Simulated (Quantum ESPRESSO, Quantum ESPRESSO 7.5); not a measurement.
# The d levels of silver at X: PBE and PBEsol with spin-orbit coupling compared with photoemission

## What was measured

The reference is angle-resolved photoemission from a sputtered and annealed Ag(110) single crystal at room temperature, taken in normal emission ("Natural linewidth analysis of d-band photoemission from Ag(110)" (2000, arXiv:cond-mat/0010057)). Photons of 15.3 eV served for the three upper d levels at X, and photons of 19.0 eV for the bottom of the d bands. All energies are counted from the Fermi level. The three upper levels are resolved one by one, at −4.31, −4.07 and −3.76 eV. The lowest value, −7.43 eV, belongs to two levels that the spectrum does not separate, so it is best read as the centre of a lifetime-broadened pair. What is observed in each case is the energy of a hole left behind in the d shell, not the eigenvalue of a ground-state calculation.

| compared with | measured | source's wording or label | T (K) | method |
| --- | --- | --- | --- | --- |
| X, lowest (eV) | −7.43 | lowest d-bands at X (X6+, X7+ unresolved), relative to Fermi level | room temperature | angle-resolved photoemission, normal emission, 19.0 eV photons |
| X, third d (eV) | −4.31 | d-band 3 at X (X7+), relative to Fermi level | room temperature | angle-resolved photoemission, normal emission, 15.3 eV photons |
| X, fourth d (eV) | −4.07 | d-band 4 at X (X6+), relative to Fermi level | room temperature | angle-resolved photoemission, normal emission, 15.3 eV photons |
| X, top d (eV) | −3.76 | uppermost d-band 5 at X (X7+), relative to Fermi level, from the spectrum of Fig. 1 | room temperature | angle-resolved photoemission, normal emission, 15.3 eV photons |

Conditions are those given with the value in the passage it was taken from; "not stated" means there, and the paper may say more elsewhere. The values are a selection: others may have been left out beforehand as unlike or outlying.

## Approach

I want the cheapest level of theory that places the d levels at X correctly below the Fermi level. The model is the static, ideal fcc crystal with one atom in the primitive cell, without a surface, held at the cell from diffraction. Room-temperature lattice vibrations are left out; I expect their effect on these levels to be small beside the errors of the functionals.

For the three upper levels I ask for agreement within 0.15 eV. Their measured spacings are 0.24 and 0.31 eV, so a larger error could confuse one level with its neighbour. For the lowest level I allow 0.3 eV, because the measured peak merges two levels and is probably broad.

I begin with scalar-relativistic PBE, add spin-orbit coupling, and then look at the numerical settings, the cell and the functional as the results require. Semilocal functionals usually leave localised d states too close to the Fermi level, so I expect the computed levels to be too shallow. The question is by how much, and whether the spacings fare better than the absolute positions.

System: Ag (Silver); space group Fm-3m, 1 atom, measured (COD) cell.

## 1. Scalar-relativistic PBE at the measured cell

PBE without spin-orbit coupling is the lightest sensible start. It must leave the two uppermost d levels at X degenerate, so that pair has to be compared with the mean of the two measured levels, about −3.9 eV. I expect all levels to come out too shallow, and this run should show the size of the shift.

**Run 1.** Quantum ESPRESSO 7.5: PBE without spin-orbit coupling, measured cell; files gbrv-pbe-1.5 (mesh 18x18x18, cutoff 544.2 eV, 1 atoms).

Key lines of the input:
```
&control
  calculation = 'scf'
/
&system
  ibrav = 0
  nat = 1
  ntyp = 1
  ecutwfc = 40.0
  ecutrho = 200.0
  occupations = 'smearing'
  nbnd = 15
  smearing = 'fd'
  degauss = 0.00367
/
&electrons
  conv_thr = 1e-09
  mixing_beta = 0.5
/
ATOMIC_SPECIES
Ag 107.8682 ag_pbe_v1.4.uspp.F.UPF
CELL_PARAMETERS angstrom
 0.000000000 2.042750000 2.042750000
 2.042750000 0.000000000 2.042750000
 2.042750000 2.042750000 0.000000000
ATOMIC_POSITIONS crystal
Ag 0.000000000 0.000000000 0.000000000
K_POINTS automatic
18 18 18 0 0 0
```

Command:
```
OMP_NUM_THREADS=1 mpirun -n 4 pw.x -nk 4 -in scf.in > scf.out
OMP_NUM_THREADS=1 mpirun -n 4 pw.x -nk 4 -in bands.in > bands.out
```

Selected lines of the output:
```
the Fermi energy is    17.3589 ev
[levels up to the band that the electron count fills, then the next ones, eV from the Fermi level]
X -2.958 -2.716 -2.716 1.624 | 6.769
```

Converged; 7.6 s on 4 cores of Arm Neoverse V1, shared host.

| quantity | run 1 | measured | deviation |
| --- | --- | --- | --- |
| X, lowest (eV) | −6.413 | −7.43 | +1.017 |
| X, third d (eV) | −2.958 | −4.31 | +1.352 |
| X, fourth d (eV) | −2.716 | −4.07 | +1.354 |
| X, top d (eV) | −2.716 | −3.76 | +1.044 |
| volume an atom (Å³) | 17.05 |  |  |

All four levels lie more than 1 eV too close to the Fermi level. The top pair is degenerate at −2.716 eV, about 1.2 eV above the mean of the two measured levels. The third level sits 0.242 eV below the pair, against roughly 0.4 eV measured from the mean of the two levels. This difference is small beside the miss itself, so the error is largely a common upward shift of the d states. The lowest level is also too shallow, by 1.017 eV.

## 2. Adding spin-orbit coupling

The measured splitting of the top pair needs spin-orbit coupling, so I add it at the same cell and mesh. This also means fully relativistic potentials from another family and a higher cutoff, so small shifts cannot be credited to the coupling alone. I expect three separate upper levels with sensible spacings. The coupling redistributes levels by tenths of an eV and should not remove a common shift of more than 1 eV.

**Run 2.** Quantum ESPRESSO 7.5: PBE with spin-orbit coupling, measured cell; files dojo-fr-pbe-0.4-standard (mesh 18x18x18, cutoff 1115.7 eV, 1 atoms).

Key lines of the input, as changed from run 1:
```diff
  &system
-   ecutwfc = 40.0
-   ecutrho = 200.0
+   ecutwfc = 82.0
+   ecutrho = 328.0
-   nbnd = 15
+   nbnd = 25
+   noncolin = .true.
+   lspinorb = .true.
- Ag 107.8682 ag_pbe_v1.4.uspp.F.UPF
+ Ag 107.8682 Ag.upf
```

Selected lines of the output:
```
the Fermi energy is    17.4323 ev
[levels up to the band that the electron count fills, then the next ones, eV from the Fermi level]
GAMMA -4.946 -4.553 -4.553 -3.666 -3.666 -3.666 | -3.666 16.207
X -3.021 -2.841 -2.841 -2.513 -2.513 1.600 | 1.600 6.770
```

Converged; 45 s, same machine.

| quantity | run 2 | measured | deviation |
| --- | --- | --- | --- |
| X, lowest (eV) | −6.436 | −7.43 | +0.994 |
| X, third d (eV) | −3.021 | −4.31 | +1.289 |
| X, fourth d (eV) | −2.841 | −4.07 | +1.229 |
| X, top d (eV) | −2.513 | −3.76 | +1.247 |
| volume an atom (Å³) | 17.05 |  |  |

The top pair now splits by 0.328 eV, against 0.31 eV measured, and the third level lies 0.180 eV below the fourth, against 0.24 eV. The spacings of the three upper levels are thus reproduced to within 0.06 eV. Their positions are not: all three remain between 1.2 and 1.3 eV too shallow, and the lowest level is off by 0.994 eV. The run took about six times as long as the scalar-relativistic one, and what it bought is the splitting of the top pair, not the depth of the levels.

## 3. A denser mesh and a higher cutoff

Before I blame the functional for the miss, I test the numerical settings at this same level, raising the plane-wave cutoff by 30 % and refining the k-point mesh together. The mesh acts on the levels mainly through the Fermi energy, the cutoff through the localised d states. I expect changes far below the target.

**Run 3.** Quantum ESPRESSO 7.5: PBE with spin-orbit coupling, measured cell, cutoff at 130 % of the usual; files dojo-fr-pbe-0.4-standard (mesh 26x26x26, cutoff 1455.8 eV, 1 atoms).

Key lines of the input, as changed from run 2:
```diff
  &system
-   ecutwfc = 82.0
-   ecutrho = 328.0
+   ecutwfc = 107.0
+   ecutrho = 426.0
- 18 18 18 0 0 0
+ 26 26 26 0 0 0
```

Selected lines of the output:
```
the Fermi energy is    17.5161 ev
[levels up to the band that the electron count fills, then the next ones, eV from the Fermi level]
X -3.107 -2.927 -2.927 -2.599 -2.599 1.516 | 1.516 6.685
```

Converged; 3.9 min on 4 cores of Intel Xeon Platinum 8259CL at 2.50GHz (Skylake/Cascade Lake), shared host.

| quantity | run 3 | measured | deviation |
| --- | --- | --- | --- |
| X, lowest (eV) | −6.521 | −7.43 | +0.909 |
| X, third d (eV) | −3.107 | −4.31 | +1.203 |
| X, fourth d (eV) | −2.927 | −4.07 | +1.143 |
| X, top d (eV) | −2.599 | −3.76 | +1.161 |
| volume an atom (Å³) | 17.05 |  |  |

The change is larger than I had expected. All four levels move down by 0.085 or 0.086 eV, more than half of the tolerance for the upper three. The Fermi energy rises by about 0.084 eV between the two runs, which accounts for nearly all of the shift; relative to each other the levels hardly move. The zero of the energy scale was therefore less well settled than the d states themselves. I suspect the k-point mesh, since a narrow smearing in a metal with a steep sp band needs dense sampling, but mesh and cutoff were changed together.

The miss remains: the upper levels are still more than 1.1 eV too shallow.

## 4. A wider smearing on the first mesh

A Fermi-Dirac width of 0.2 eV on the original mesh and cutoff is a cheap test of that suspicion. A wider smearing evens out the sampling of the Fermi surface, so if the mesh is at fault, the Fermi energy should move towards the value of the denser mesh without any change of cutoff.

**Run 4.** Quantum ESPRESSO 7.5: PBE with spin-orbit coupling, Fermi-Dirac width 0.2 eV; files dojo-fr-pbe-0.4-standard (mesh 18x18x18, cutoff 1115.7 eV, 1 atoms).

Key lines of the input, as changed from run 2:
```diff
  &system
-   degauss = 0.00367
+   degauss = 0.0147
```

Selected lines of the output:
```
the Fermi energy is    17.4803 ev
```

Converged; 36 s on 4 cores of AMD EPYC 9B14 (Zen 4), shared host.

| quantity | run 4 | measured | deviation |
| --- | --- | --- | --- |
| X, lowest (eV) | −6.485 | −7.43 | +0.945 |
| X, third d (eV) | −3.072 | −4.31 | +1.238 |
| X, fourth d (eV) | −2.892 | −4.07 | +1.178 |
| X, top d (eV) | −2.564 | −3.76 | +1.196 |
| volume an atom (Å³) | 17.05 |  |  |

With the wider smearing the Fermi energy rises by about 0.048 eV at unchanged mesh and cutoff, more than half of the way to its value in the denser-mesh run. Measured from it, the d levels sink by about 0.05 eV, and their spacings stay the same. This supports the suspicion against the mesh without proving it, because the width itself can also move the Fermi energy a little.

## 5. Mesh and cutoff taken apart

To separate the two settings I change them one at a time from the first spin-orbit run: a coarser mesh at the same cutoff, and a cutoff lowered to 80 % on the same mesh. Both are cheap. If the mesh is responsible, the first should move the Fermi energy by something like a tenth of an eV, in a direction I cannot foresee, and the second should leave it almost in place.

**Run 5.** Quantum ESPRESSO 7.5: PBE with spin-orbit coupling, another k-point mesh; files dojo-fr-pbe-0.4-standard (mesh 12x12x12, cutoff 1115.7 eV, 1 atoms).

Key lines of the input, as changed from run 2:
```diff
- 18 18 18 0 0 0
+ 12 12 12 0 0 0
```

Selected lines of the output:
```
the Fermi energy is    17.3993 ev
[levels up to the band that the electron count fills, then the next ones, eV from the Fermi level]
L -4.567 -2.985 -2.985 -2.765 -2.765 -0.369 | -0.369 3.672
X -2.986 -2.806 -2.806 -2.478 -2.478 1.633 | 1.633 6.803
```

Converged; 22 s on 4 cores of Intel Xeon Platinum 8259CL at 2.50GHz (Skylake/Cascade Lake), shared host.

**Run 6.** Quantum ESPRESSO 7.5: PBE with spin-orbit coupling, cutoff at 80 % of the usual; files dojo-fr-pbe-0.4-standard (mesh 18x18x18, cutoff 898 eV, 1 atoms).

Key lines of the input, as changed from run 2:
```diff
  &system
-   ecutwfc = 82.0
-   ecutrho = 328.0
+   ecutwfc = 66.0
+   ecutrho = 262.0
```

Selected lines of the output:
```
the Fermi energy is    17.4332 ev
[levels up to the band that the electron count fills, then the next ones, eV from the Fermi level]
GAMMA -4.946 -4.554 -4.554 -3.666 -3.666 -3.666 | -3.666 16.207
X -3.023 -2.843 -2.843 -2.515 -2.515 1.598 | 1.598 6.775
```

Converged; 25 s on 4 cores of AMD EPYC 9B14 (Zen 4), shared host.

| quantity | run 5 | run 6 | measured |
| --- | --- | --- | --- |
| X, lowest (eV) | −6.401 | −6.435 | −7.43 |
| X, third d (eV) | −2.986 | −3.023 | −4.31 |
| X, fourth d (eV) | −2.806 | −2.843 | −4.07 |
| X, top d (eV) | −2.478 | −2.515 | −3.76 |
| volume an atom (Å³) | 17.05 | 17.05 |  |

Lowering the cutoff to 80 % moves the Fermi energy by only 0.0009 eV and the d levels at X by at most 0.002 eV. The coarser mesh lowers the Fermi energy by about 0.033 eV and lifts the d levels by 0.035 eV. That is less than the tenth of an eV I had guessed, but far more than the cutoff does. I therefore put the shift in the denser-mesh run down to the k-points.

The Fermi energy rises at each refinement of the mesh, and the last step was the larger one, so even the densest mesh is not shown to be converged. For absolute positions I keep to that run; other changes I compare on equal meshes. A mesh effect of this size matters against a tolerance of 0.15 eV, but it is small beside a miss of more than 1.1 eV.

## 6. PBEsol at the same cell

With the cutoff cleared and the mesh effect sized, I turn to the functional. PBEsol costs about as much as PBE and can be compared with it directly at the same cell, mesh and cutoff. It is still semilocal and has the same difficulty with localised d states, so I expect a shift of less than a tenth of an eV and no rescue.

**Run 7.** Quantum ESPRESSO 7.5: PBEsol with spin-orbit coupling, measured cell; files dojo-fr-pbesol-0.4-standard (mesh 18x18x18, cutoff 1115.7 eV, 1 atoms).

Key lines of the input, as changed from run 5:
```diff
- 12 12 12 0 0 0
+ 18 18 18 0 0 0
```

Selected lines of the output:
```
[levels up to the band that the electron count fills, then the next ones, eV from the Fermi level]
X -2.943 -2.765 -2.765 -2.435 -2.435 1.559 | 1.559 6.767
```

Converged; 35 s on 4 cores of Arm Neoverse V1, shared host.

| quantity | run 7 | measured | deviation |
| --- | --- | --- | --- |
| X, lowest (eV) | −6.395 | −7.43 | +1.035 |
| X, third d (eV) | −2.943 | −4.31 | +1.367 |
| X, fourth d (eV) | −2.765 | −4.07 | +1.305 |
| X, top d (eV) | −2.435 | −3.76 | +1.325 |
| volume an atom (Å³) | 17.05 |  |  |

At equal mesh and cutoff, PBEsol places the three upper levels 0.076 to 0.078 eV closer to the Fermi level than PBE, and the lowest one 0.041 eV closer. The shift is as small as I had expected, and it widens the miss. The spacings hardly change. Exchanging one semilocal functional for the other leaves the error of more than 1 eV in place.

## 7. PBE at its own relaxed cell

The cell is the remaining influence I want to size. PBE relaxes silver to a volume 3.0 % above the measured one, in a relaxation made without spin-orbit coupling. A wider lattice weakens the overlap between neighbouring d shells, so the d bands should narrow: I expect the lowest level to rise and the top one to sink somewhat, by far less than the miss. I keep the mesh and cutoff of the first spin-orbit run so that the cell alone differs.

**Run 8.** Quantum ESPRESSO 7.5: PBE with spin-orbit coupling, own relaxed cell; relaxation step without spin-orbit coupling on gbrv-pbe-1.5 at 544 eV, mesh 18x18x18: volume +3.0 %, atoms moved by under 0.005 A within the cell; files dojo-fr-pbe-0.4-standard (mesh 18x18x18, cutoff 1115.7 eV, 1 atoms).

Key lines of the input, as changed from run 2:
```diff
  CELL_PARAMETERS angstrom
-  0.000000000 2.042750000 2.042750000
-  2.042750000 0.000000000 2.042750000
-  2.042750000 2.042750000 0.000000000
+  0.000000000 2.062737680 2.062737680
+  2.062737680 -0.000000000 2.062737680
+  2.062737680 2.062737680 -0.000000000
- Ag 0.000000000 0.000000000 0.000000000
+ Ag 0.000000000 0.000000000 -0.000000000
```

Selected lines of the output:
```
[levels up to the band that the electron count fills, then the next ones, eV from the Fermi level]
X -3.005 -2.835 -2.835 -2.508 -2.508 1.632 | 1.632 6.548
```

Converged; 77 s, same machine.

| quantity | run 8 | measured | deviation |
| --- | --- | --- | --- |
| X, lowest (eV) | −6.244 | −7.43 | +1.186 |
| X, third d (eV) | −3.005 | −4.31 | +1.305 |
| X, fourth d (eV) | −2.835 | −4.07 | +1.235 |
| X, top d (eV) | −2.508 | −3.76 | +1.252 |
| volume an atom (Å³) | 17.55 |  |  |

At the larger cell the lowest level rises by 0.192 eV, while the three upper ones move by 0.016 eV at most. The top level does not sink as I had thought; it rises by 0.005 eV. The d bands at X do narrow, from 3.923 to 3.736 eV between the lowest and the top level, which brings this width nearer to the measured 3.67 eV. That gain comes from a lattice that is too large, and it leaves the lowest level further from experiment than before.

The cell was relaxed at a moderate fixed cutoff with other potentials, so it need not be the converged PBE cell. For the upper levels this hardly matters: a volume change of 3.0 % moves them by far less than the tolerance, and their miss of more than 1.2 eV on this mesh is not a matter of the lattice constant.

## All runs against the measurement

| run | settings | X, lowest (eV) | X, third d (eV) | X, fourth d (eV) | X, top d (eV) | mean abs. dev. of these columns (%) | cost |
| --- | --- | --- | --- | --- | --- | --- | --- |
| 1 | PBE without spin-orbit coupling, measured cell, files gbrv-pbe-1.5 (mesh 18x18x18, cutoff 544.2 eV, 1 atoms) | −6.413 | −2.958 | −2.716 | −2.716 | 26.5 | under 1 core-min |
| 2 | PBE with spin-orbit coupling, measured cell, files dojo-fr-pbe-0.4-standard (mesh 18x18x18, cutoff 1115.7 eV, 1 atoms) | −6.436 | −3.021 | −2.841 | −2.513 | 26.7 | 3 core-min |
| 3 | PBE with spin-orbit coupling, measured cell, cutoff at 130 % of the usual, files dojo-fr-pbe-0.4-standard (mesh 26x26x26, cutoff 1455.8 eV, 1 atoms) | −6.521 | −3.107 | −2.927 | −2.599 | 24.8 | 15 core-min |
| 4 | PBE with spin-orbit coupling, Fermi-Dirac width 0.2 eV, files dojo-fr-pbe-0.4-standard (mesh 18x18x18, cutoff 1115.7 eV, 1 atoms) | −6.485 | −3.072 | −2.892 | −2.564 | 25.5 | 2.4 core-min |
| 5 | PBE with spin-orbit coupling, another k-point mesh, files dojo-fr-pbe-0.4-standard (mesh 12x12x12, cutoff 1115.7 eV, 1 atoms) | −6.401 | −2.986 | −2.806 | −2.478 | 27.4 | 86 core-s |
| 6 | PBE with spin-orbit coupling, cutoff at 80 % of the usual, files dojo-fr-pbe-0.4-standard (mesh 18x18x18, cutoff 898 eV, 1 atoms) | −6.435 | −3.023 | −2.843 | −2.515 | 26.6 | 1.7 core-min |
| 7 | PBEsol with spin-orbit coupling, measured cell, files dojo-fr-pbesol-0.4-standard (mesh 18x18x18, cutoff 1115.7 eV, 1 atoms) | −6.395 | −2.943 | −2.765 | −2.435 | 28.2 | 2.3 core-min |
| 8 | PBE with spin-orbit coupling, own relaxed cell, mesh 18x18x18: volume +3.0 %, atoms moved by under 0.005 A within the cell | −6.244 | −3.005 | −2.835 | −2.508 | 27.5 | 5.1 core-min |
|  | measured | −7.43 | −4.31 | −4.07 | −3.76 |  |  |

Further runs on the same system, made beside this series (convergence steps with loose settings among them):

| further | settings | X, lowest (eV) | X, third d (eV) | X, fourth d (eV) | X, top d (eV) | mean abs. dev. of these columns (%) | cost |
| --- | --- | --- | --- | --- | --- | --- | --- |
| F1 | PBE with spin-orbit coupling, another k-point mesh, files dojo-fr-pbe-0.4-standard (mesh 10x10x10, cutoff 1115.7 eV, 1 atoms) | −6.423 | −3.007 | −2.827 | −2.499 | 27.0 | 60 core-s |
| F2 | PBE with spin-orbit coupling, cutoff at 65 % of the usual, files dojo-fr-pbe-0.4-standard (mesh 18x18x18, cutoff 721.1 eV, 1 atoms) | −6.432 | −3.016 | −2.842 | −2.518 | 26.7 | 2 core-min |
|  | measured | −7.43 | −4.31 | −4.07 | −3.76 |  |  |

## Conclusion

PBE with spin-orbit coupling misses the target for all four levels. In the run with the densest mesh, on which I base this judgement, the three upper d levels lie 1.14 to 1.20 eV too close to the Fermi level and the lowest one 0.909 eV, at a cost of 15 core-minutes. PBEsol, compared on equal settings, is slightly worse. No level of theory tried here is accurate enough.

Spin-orbit coupling was the step that mattered for the spacings, not for the depth: it splits the top pair by 0.328 eV, against 0.31 eV measured. The relative positions of the upper levels are therefore useful even though their depth is not. The smaller error of the lowest level is no sign of better physics: it only reflects that the computed distance from the lowest to the top level is about 0.25 eV larger than the measured one. Part of that excess comes from the comparison itself, because the measured value is the centre of an unresolved pair, while I compared the lower member. Using the computed centre would reduce the excess and widen the miss of the lowest level; the second level, and so the size of this correction, is not shown in this report.

The likely main cause, argued from theory, is that semilocal Kohn-Sham eigenvalues place localised d states too high and are not the energies of photoemission holes. The larger cell raised the lowest level by 0.192 eV and barely moved the others, so the lattice does not explain the miss.

The cutoff is harmless: even at 65 % of the usual value the levels move by at most 0.005 eV. The mesh is less settled. A still coarser one gives deeper levels than the 12×12×12 mesh, so the steady trend I read from three meshes does not hold, and an uncertainty in the Fermi energy remains. The mesh shifts seen, below 0.13 eV, are far too small to alter the verdict. A quasiparticle calculation in the GW approximation would be the natural next step.

[Logs are printed without paths, hosts, clocks, repeated set-up lines and the standing remarks that a program may print on its own settings, such as how far it seeks lower states.]

[The runs shown are a pick from a larger set of finished runs; failed, doubtful and other runs were left out of it ahead of writing. So were measured values far from every level or from commonly accepted values, and agreement can look better than it is. Lines of input and output are excerpts and may be shortened.]
